Why should a metal's computed energy first fall as its electrons are sampled more finely, drop below the final value, and then climb back? In the table the atoms of rocksalt tantalum nitride never move. What changes is the k mesh, the grid of electron wavevectors over which the energy is averaged, with N points along each axis. The energy is counted from the run with N = 11.

Plane-wave PAW calculations with Ansatz 0.2.0 and the PBE functional for rocksalt TaN in a fixed two-atom cell, without spin polarization. Cutoffs are 550 eV for the waves and 2200 eV for the density, with 0.1 eV Methfessel–Paxton smearing and unshifted k meshes. Free energies are counted from the 11x11x11 mesh, and pressure is positive in compression.

```
k mesh  energy less reference (meV/atom)  pressure (GPa)
 3x3x3                            250.02          21.060
 4x4x4                             24.47          15.720
 5x5x5                            -19.38          13.940
 7x7x7                            -13.88          14.350
 9x9x9                             -3.85          14.440
```

The energy starts 250 meV per atom too high at 3x3x3, is still too high at 4x4x4, and lies 19 meV per atom too low at 5x5x5. From there it rises towards the reference. The low value at 5x5x5 does not mark a better solution. A coarse mesh replaces an average over all wavevectors by an average over a few, and such a sample can err to either side.

The size of the error becomes clear when the mesh is translated into distance. An unshifted mesh with N points per axis describes electron waves that must repeat after N unit cells. The energy as a function of wavevector can be written as a sum of waves, one for each lattice vector R:

f(k) = Σ f(R) exp(i k·R)

The true average keeps only the term R = 0. On the mesh, every R that spans a multiple of N cells along each axis has the same phase at all points, so its term survives as well. The sampling error is therefore the sum of the coefficients f(R) at these repeat vectors, the shortest of which is 9.2 Å long for 3x3x3 and 28 Å for 9x9x9.

How fast the error dies depends on how fast f(R) falls with distance. In an insulator every band is either full or empty, f(k) is smooth, and the coefficients vanish quickly. TaN is a metal, with bands that are only partly filled. The energy of an occupied state, measured from the Fermi level, shrinks to zero at the Fermi surface and stays zero beyond it, so f(k) has a kink there. A kink needs waves of long range to describe it.

Theory gives the rate. Along a single direction, the coefficients of a kink fall as 1/R². On a curved surface only the patches that face along R add up in phase, and their area shrinks as 1/R. Together this makes

error ∝ cos(phase) / N³

where the phase grows with N and depends on the shape of the Fermi surface. Each repeat vector adds terms of this kind, with phases of their own. Their sum can change sign, and its decline is uneven. Since the mesh has N³ points in all, the envelope of the error falls in inverse proportion to the number of points. The smearing used in these runs rounds the kink a little, so on very fine meshes the error must finally fall faster than this.

The numbers agree with this envelope, though they cannot prove its origin. The energy errors differ by a factor of 65 between the coarsest and the finest row, but after multiplication by N³ the largest and the smallest of all five differ by a factor of only about 4. A power law fitted to all five rows gives an exponent of −3.2 ± 0.75, as the output below shows. So few points on an oscillating curve do not fix the exponent closely, and the smallest difference, at 9x9x9, may owe much to the reference's own error. The rows are also a selection, from which failed runs and some with graver warnings were left out, so they need not show the full scatter between meshes.

The irregular steps lie within that factor of 4. From 3x3x3 to 4x4x4 the error falls tenfold, where the envelope alone would give (4/3)³, or about 2.4. From 5x5x5 to 7x7x7 it falls by less than a third, far less than the envelope would give. The 4x4x4 mesh is also the only even one, so it alone includes the zone-boundary points X and L, and the rows are not one uniform family. Changes in the phase can produce both uneven steps, but to predict the sign and size at a given N one would need the detailed Fermi surface. At 3x3x3 the smooth part of the bands may also still contribute, which is a guess that these data do not test.

The pressure repeats the story: against the reference it is too high in the same two rows and too low in the same three. The reason is that pressure measures how fast the energy rises as the volume shrinks, and the energy carries its sampling error along when the volume changes. Compressing the crystal widens the bands, and an error made in averaging the bands grows with their width. For d states on neighbouring metal atoms, theory lets the width vary as the inverse fifth power of the distance, hence as V^(−5/3), where V is the volume per atom. If the energy error ΔE follows the width, the pressure error is

ΔP = −d(ΔE)/dV = (5/3) ΔE / V

For 3x3x3, ΔE is 0.250 eV and V is 10.35 Å³, which gives 0.0403 eV/Å³. One eV/Å³ is 160.2 GPa, so the estimate is 6.5 GPa. The calculation gives 21.06 GPa against 14.55 GPa at the reference mesh, a difference of 6.5 GPa. No pressure was used to set the factor 5/3.

Such close agreement is not typical of the series. At 4x4x4 the same formula yields only about half of the computed pressure error, and at 7x7x7 nearly twice as much. The formula assumes that all bands widen together, which would leave the Fermi surface, and so the phase, unchanged. But the Ta–N bonds are expected to respond to compression differently from the Ta–Ta contacts. The Fermi surface then shifts a little, and the error can change with volume even where the energy error itself happens to be small. Which bands cause the misses cannot be read from total energies. The factor 2/3 that belongs to free electrons does better at 7x7x7 but gives only 2.6 GPa at 3x3x3.

The formula still makes a useful conversion. In this cell, a sampling error of 10 meV per atom brings a pressure error of about a quarter of a gigapascal, and every row obeys this within a factor of two. The 14.5 GPa that remain on fine meshes are of another kind: the cell is held smaller than this calculation would choose.

The Fermi energy shows how a single comparison can mislead. At 3x3x3, the worst mesh for energy and pressure, it agrees with the reference to within 0.01 eV. At 9x9x9 it differs by 0.18 eV, although the energy has come within 4 meV per atom. Part of the 0.18 eV may be the reference's own error. The Fermi energy depends on counting states, and the count jumps at the Fermi surface where the energy only has a kink. Theory therefore lets its error fall more slowly, as 1/N², and the agreement at 3x3x3 is best read as a chance crossing.

The reference has a sampling error too. Carried on to N = 11, the envelope allows it to reach about 5 meV per atom, enough to account for the whole difference between 9x9x9 and the reference. The makers of the data add a general caution that a coarse k mesh can put the energy off by up to 40 meV per atom. That figure comes from their tests on other systems, not from these runs, so it is no error bar for TaN; the 3x3x3 energy here is off by far more. A denser mesh would help to show how far the reference is off. For a metal, then, the mesh should be judged by the spread over several successive meshes, taken for the very quantity that is wanted, and never by the agreement of two.

Printed output of the fit:

```
Errors against the 11x11x11 run:
    row  pressure error GPa  zero-smearing energy error meV per atom  Fermi energy error eV  repeat distance angstrom  energy error times N cubed eV per atom
  3x3x3               6.512                                    251.4               -0.00327                     9.245                                   6.751
  4x4x4               1.172                                     24.8                -0.3111                     12.33                                   1.566
  5x5x5             -0.6084                                   -19.35                 0.2218                     15.41                                   2.422
  7x7x7             -0.1984                                    -13.5               -0.07682                     21.57                                   4.761
  9x9x9             -0.1084                                     -3.7                -0.1839                     27.73                                   2.807
Pressure error from energy error:
    row  predicted with 5/3 GPa  miss with 5/3 GPa  predicted with 2/3 GPa  miss with 2/3 GPa  exponent the row itself would need
  3x3x3                   6.451           -0.06112                    2.58             -3.931                               1.682
  4x4x4                  0.6313            -0.5403                  0.2525            -0.9191                               3.093
  5x5x5                    -0.5             0.1084                    -0.2             0.4084                               2.028
  7x7x7                 -0.3581            -0.1597                 -0.1432            0.05514                              0.9233
  9x9x9                -0.09933            0.00905                -0.03973            0.06865                               1.819
rms miss with 5/3 in GPa: 0.2581
rms miss with 2/3 in GPa: 1.815
largest over smallest energy error, ratio: 64.94
largest over smallest energy error times N cubed, ratio: 4.31
rough error of the 11x11x11 reference, low end, meV per atom: 1.177
rough error of the 11x11x11 reference, high end, meV per atom: 5.072
energy error 3x3x3 over 4x4x4, ratio: 10.22
energy drop from 4x4x4 to 5x5x5 in meV per atom: 43.85
rank correlation of energy and pressure: 1
fit of logerr on 5 rows: constant 8.434 +/- 1.3, coefficient of logn -3.218 +/- 0.75; rms 0.507, worst 4x4x4 0.775, leave-one-out rms 0.91
```
